# Hindered rotation of an adsorbate about the surface normal: ethylene on Ag(100)

A mean-field microkinetic model needs a partition function for every adsorbate. The default of one harmonic vibration per mode fails for soft motions, such as a flat molecule turning about the surface normal. The smallest model of this motion has one angle $\phi$, one moment of inertia $I$ and one cosine in the potential, and its classical partition function has an exact closed form.

## The model

We assume that ethylene lies flat on top of one Ag atom, with the surface normal through the midpoint of the C=C bond. The molecule is rigid, and rotation is separable from all other modes. Two integers follow from symmetry.

- **Periodicity $n$.** The atop site of an fcc(100) face is fourfold, so $V(\phi)$ repeats every $90^\circ$ and $n=4$. In general $n$ is the least common multiple of the rotational orders of site and molecule.
- **Symmetry number $\sigma$.** A turn of $180^\circ$ about the normal only permutes identical nuclei, so $\sigma=2$.

The mirror planes of the site make $V$ even about its minimum, where we put $\phi=0$. Keeping the lowest Fourier term gives

$$E(\phi,p)=\frac{p^2}{2I}+V(\phi),\qquad V(\phi)=\frac{W}{2}\,(1-\cos n\phi),$$

where $p$ is the angular momentum about the normal and $W$ the barrier between neighbouring wells. The zero of energy is the bottom of a well, without zero-point energy. Temperature enters through $x=W/2kT$.

**Libration frequency.** Near the minimum $V\approx \tfrac14 Wn^2\phi^2$, so the torsional stiffness is $V''(0)=Wn^2/2=I\omega^2$ and

$$\nu=\frac{\omega}{2\pi}=\frac{n}{2\pi}\sqrt{\frac{W}{2I}},\qquad h\nu=n\sqrt{BW},\qquad B=\frac{\hbar^2}{2I}.$$

## Closed-form solution

The classical partition function counts phase space in cells of size $h$ and divides by $\sigma$:

$$q=\frac{1}{\sigma h}\int_{-\infty}^{\infty}e^{-p^2/2IkT}\,dp\int_0^{2\pi}e^{-x(1-\cos n\phi)}\,d\phi .$$

The momentum integral is Gaussian and equals $\sqrt{2\pi IkT}$. In the angle integral expand $e^{x\cos n\phi}$ in powers of $x$. Odd powers of the cosine average to zero over the circle, and $\cos^{2j}n\phi$ averages to $(2j)!/(4^j j!^2)$ for any positive integer $n$. Hence

$$\frac{1}{2\pi}\int_0^{2\pi}e^{x\cos n\phi}\,d\phi=\sum_{j=0}^\infty\frac{(x^2/4)^j}{j!^2}=I_0(x),$$

the modified Bessel function of order zero. The result is

$$q=q_{\rm free}\,e^{-x}I_0(x),\qquad q_{\rm free}=\frac{\sqrt{8\pi^3IkT}}{\sigma h}=\frac1\sigma\sqrt{\frac{\pi kT}{B}} .$$

The classical $q$ does not contain $n$: more wells are narrower wells, and the two effects cancel.

**High barrier.** For $x\gg1$ each of the $n$ wells contributes a narrow peak. With $\vartheta=n\phi$, $e^{-x(1-\cos\vartheta)}\approx e^{-x\vartheta^2/2}(1+x\vartheta^4/24)$, and the Gaussian average of $\vartheta^4$ is $3/x^2$. This gives

$$e^{-x}I_0(x)\approx\frac{1}{\sqrt{2\pi x}}\left(1+\frac{1}{8x}\right).$$

Since $2\pi x=\pi W/kT$, the leading term is

$$q_{\rm HO}=\frac{2\pi kT}{\sigma h}\sqrt{\frac{2I}{W}}=\frac{n}{\sigma}\,\frac{kT}{h\nu}.$$

This is a classical oscillator in each of $n/\sigma$ distinguishable wells. For ethylene $n/\sigma=2$: the C=C axis can point along either of two perpendicular directions. The limit needs both $W\gg kT$ and $h\nu\ll kT$.

**Entropy.** The molar entropy is $S=R[\ln q+T\,\partial\ln q/\partial T]$, and the free rotor has $S_{\rm free}=R[\ln q_{\rm free}+\tfrac12]$. The hindering factor contributes $-x+\ln I_0$ to $\ln q$. Because $T\,\partial/\partial T=-x\,\partial/\partial x$ and $I_0'=I_1$, it contributes $x-xr$ to the second term, with $r(x)=I_1(x)/I_0(x)=\langle\cos n\phi\rangle$. The terms linear in $x$ cancel:

$$\Delta S=S-S_{\rm free}=R\left[\ln I_0(x)-x\,\frac{I_1(x)}{I_0(x)}\right].$$

The slope $d(\Delta S/R)/dx=-x\,r'(x)$ is negative, because $r'=1-r/x-r^2$ is the variance of $\cos n\phi$. A barrier therefore always lowers the entropy. The limits are

$$\frac{\Delta S}{R}\approx-\frac{x^2}{4}\quad(x\ll1),\qquad \frac{\Delta S}{R}\approx\frac12-\frac12\ln(2\pi x)+\frac{1}{4x}\quad(x\gg1).$$

The first two terms on the right are the value $\Delta S_{\rm HO}/R$ that follows from $q_{\rm HO}$. The free energy rises by $\Delta A=-kT\ln[e^{-x}I_0]$ per molecule, of which $\langle V\rangle=(W/2)(1-r)$ is energy and the rest is the entropy term.

## Numbers

**Moment of inertia.** Use a typical gas-phase geometry, assumed unchanged on adsorption: C=C 1.339 Å, C–H 1.087 Å, H–C–H angle $117.4^\circ$, with rounded typical masses of 12.0 amu (C) and 1.008 amu (H). Each carbon is 0.6695 Å from the axis. Each hydrogen lies $0.6695+1.087\cos58.7^\circ=1.234$ Å along the bond and $1.087\sin58.7^\circ=0.929$ Å across it, a squared distance of 2.386 Å$^2$. The two carbons give 10.76 and the four hydrogens 9.62 amu Å$^2$, in total 20.38 amu Å$^2$. We continue with $I=20.4$ amu Å$^2$, which gives $B=0.1025$ meV $=0.826$ cm$^{-1}$.

**Barrier and temperature.** We assume $W=20$ meV and $T=120$ K. Ethylene on silver is typically weakly bound, by a few tenths of an eV, with an azimuthal barrier that is typically a small fraction of the binding energy. The value of $W$ was chosen to represent that regime, and all results below are the model's.

1. $kT=10.34$ meV and $x=0.967$.
2. $h\nu=4\sqrt{BW}=5.73$ meV, that is 46.2 cm$^{-1}$ or 1.38 THz, and $u\equiv h\nu/kT=0.554$.
3. $kT/B=100.9$, so $q_{\rm free}=8.90$ and $S_{\rm free}=2.69\,R$.
4. $I_0=1.2478$, $I_1=0.5423$, $r=0.4346$ and $e^{-x}=0.3802$. The hindering factor is 0.4744 and $q=4.224$.
5. $\Delta S/R=0.2214-0.4203=-0.199$, or $-1.65$ J mol$^{-1}$ K$^{-1}$, which leaves $S=2.49\,R$.
6. $\Delta A=7.71$ meV, made of $\langle V\rangle=5.65$ meV and an entropy term of 2.06 meV.

The table adds a hot case and a case with an assumed barrier five times higher. The quantity $\delta$ is the quantum correction of the next section.

| $W$ (meV) | $T$ (K) | $x$ | $h\nu$ (meV) | $q_{\rm free}$ | $q$ | $q_{\rm HO}$ | $\Delta S/R$ | $\Delta S_{\rm HO}/R$ | $\delta$ (%) |
|---|---|---|---|---|---|---|---|---|---|
| 20 | 500 | 0.232 | 5.73 | 18.17 | 14.60 | 15.05 | -0.013 | 0.311 | 0.01 |
| 20 | 120 | 0.967 | 5.73 | 8.90 | 4.22 | 3.61 | -0.199 | -0.402 | 0.56 |
| 100 | 120 | 4.835 | 12.80 | 8.90 | 1.66 | 1.62 | -1.143 | -1.207 | 5.68 |

The outer rows show the two limits. At 500 K, $-x^2/4=-0.0135$ against the exact classical $-0.0133$. The closeness of $q_{\rm HO}$ to $q$ in that row is an accident of two curves that cross at small $x$. The harmonic entropy lies above that of the free rotor, which no barrier can produce: the Gaussian has an rms width $1/\sqrt x=2.08$ rad in $\vartheta$ and spills beyond the barrier tops at $\pm\pi$. At $W=100$ meV, $q/q_{\rm HO}=1.030$ against $1+1/8x=1.026$, and the three-term entropy limit gives $-1.155$ against $-1.143$. In the middle row neither simple model serves: the free rotor misses $S$ by about $0.2\,R$ on the high side and the harmonic limit by about $0.2\,R$ on the low side.

## How good is the classical formula?

The quantum version of the same model is a small matrix problem. In the basis $e^{im\phi}/\sqrt{2\pi}$ with integer $m$,

$$H_{m,m}=Bm^2+\frac W2,\qquad H_{m,m\pm4}=-\frac W4 .$$

The matrix splits into four tridiagonal blocks labelled by $m$ modulo 4. The blocks 1 and 3 have the same spectrum, because $m\to-m$ maps one onto the other.

The symmetry number now comes from nuclear spin. The $180^\circ$ turn exchanges two pairs of protons and the two spinless $^{12}$C nuclei, so the total wavefunction keeps its sign. Of the 16 proton spin states, 4 product states are left unchanged by the exchange, so $(16+4)/2=10$ combinations are even and 6 are odd. With the nuclear-spin degeneracy divided out,

$$q_{\rm qm}=\frac{10\,q_{\rm even}+6\,q_{\rm odd}}{16},$$

where $q_{\rm even}$ and $q_{\rm odd}$ are Boltzmann sums over levels of even and odd $m$. When the two sums are equal, $q_{\rm qm}$ is half the sum over all levels, which is the factor $1/\sigma$.

The leading quantum correction is the $\hbar^2$ term of the Wigner–Kirkwood expansion, $q_{\rm qm}\approx q\,[1-\hbar^2\langle V''\rangle/24I(kT)^2]$. Here $\langle V''\rangle=I\omega^2\langle\cos n\phi\rangle$, so

$$q_{\rm qm}\approx q\,(1-\delta),\qquad \delta=\frac{u^2}{24}\,r(x).$$

For $r\to1$ this reproduces the oscillator, $1/[2\sinh(u/2)]\approx(1/u)(1-u^2/24)$. For $W=20$ meV at 120 K it gives $q_{\rm qm}\approx4.201$. Diagonalising 17 plane waves per block gives $q_{\rm even}=q_{\rm odd}=4.201$, the same to the digits shown. Applying the entropy formula to $-\delta$, with $u^2\propto T^{-2}$, gives the entropy correction $R(u^2/24)(r+xr')=0.010\,R$, about 5 % of $|\Delta S|$. In the third row the classical $q$ is about 6 % too high. This is where $n$ matters: it enters through $u$, and stiffer wells need the matrix or at least the factor $1-\delta$.

## What the single cosine leaves out

**Shape of the potential.** Symmetry also allows $(W_8/2)(1-\cos8\phi)$, which vanishes both at the minimum and at $45^\circ$ and so escapes a two-point estimate of the barrier. Let $y=W_8/2kT$ and $s=\langle\cos8\phi\rangle=I_2/I_0=1-2r/x$. To first order in $y$, $\ln q$ changes by $-y(1-s)$ and $S/R$ by $-y\,x\,s'(x)=-y\,(2r/x-2r')$. An assumed $W_8=2$ meV in the worked case gives $s=0.101$, a change of $-0.087$ in $\ln q$ and of $-0.017$ in $S/R$. With this term and the quantum term the supported statement is $\Delta S\approx-0.2\,R$. The table shows that the choice of $W$ itself matters far more.

**The substrate.** The compiled Debye temperature of silver, 215 K (Wikipedia), corresponds to 18.5 meV. Both libration quanta in the table lie below it, so the Ag atoms move on the same time scale and the substrate is not rigid. The classical formula survives if $V(\phi)$ is read as the free-energy profile left after averaging over all other coordinates. For a harmonic substrate whose stiffness does not depend on $\phi$, this is the relaxed energy profile. A profile that changes with temperature adds its own entropy term.

**Neighbours.** At high coverage adjacent molecules add to $V(\phi)$ and $W$ becomes a function of coverage.

## Use in a microkinetic model

For non-dissociative adsorption on one site type, mean-field equilibrium reads $\theta/(1-\theta)=KP$ at coverage $\theta$ and pressure $P$. The constant $K$ is proportional to $(q_{\rm ads}/q_{\rm gas})\,e^{-\Delta E/kT}$, with $\Delta E$ measured to the bottom of the well. At a fixed adsorption rate constant, detailed balance makes the desorption rate constant proportional to $1/K$. The rotor factor $q$ multiplies $q_{\rm ads}$, so any misjudged factor in $q$ passes straight into $K$ and inversely into the desorption rate constant.

Symmetry numbers must be consistent across phases. Gas-phase ethylene has symmetry number 4. On the surface either face may point down, and two faces divided by 4 give the $1/\sigma=1/2$ used here.

For $W=20$ meV at 120 K, a free rotor referenced to the well bottom makes $K$ too large by $1/0.4744=2.11$. One harmonic mode in one well, $kT/h\nu=1.81$, makes $K$ too small by a factor 2.34, of which a factor 2 is the forgotten second orientation. At 500 K the factors are 1.24 and 1.94.

The formulas transfer to wiring metals and silicon by changing $n$, $\sigma$, $I$ and $W$. Flat ethylene on top of a Cu(100) atom again has $n=4$ and $\sigma=2$. Bound along a dimer of Si(100)-2×1 it has $n=2$ and $\sigma=2$, and turning it means breaking Si–C bonds, so $W\gg kT$ and a single quantum oscillator is the right description. For the silver model at 500 K the opposite holds: the barrier costs only $0.013\,R$ of entropy but still lowers $q$ from 18.17 to 14.60, almost entirely through the mean potential energy of the turning molecule.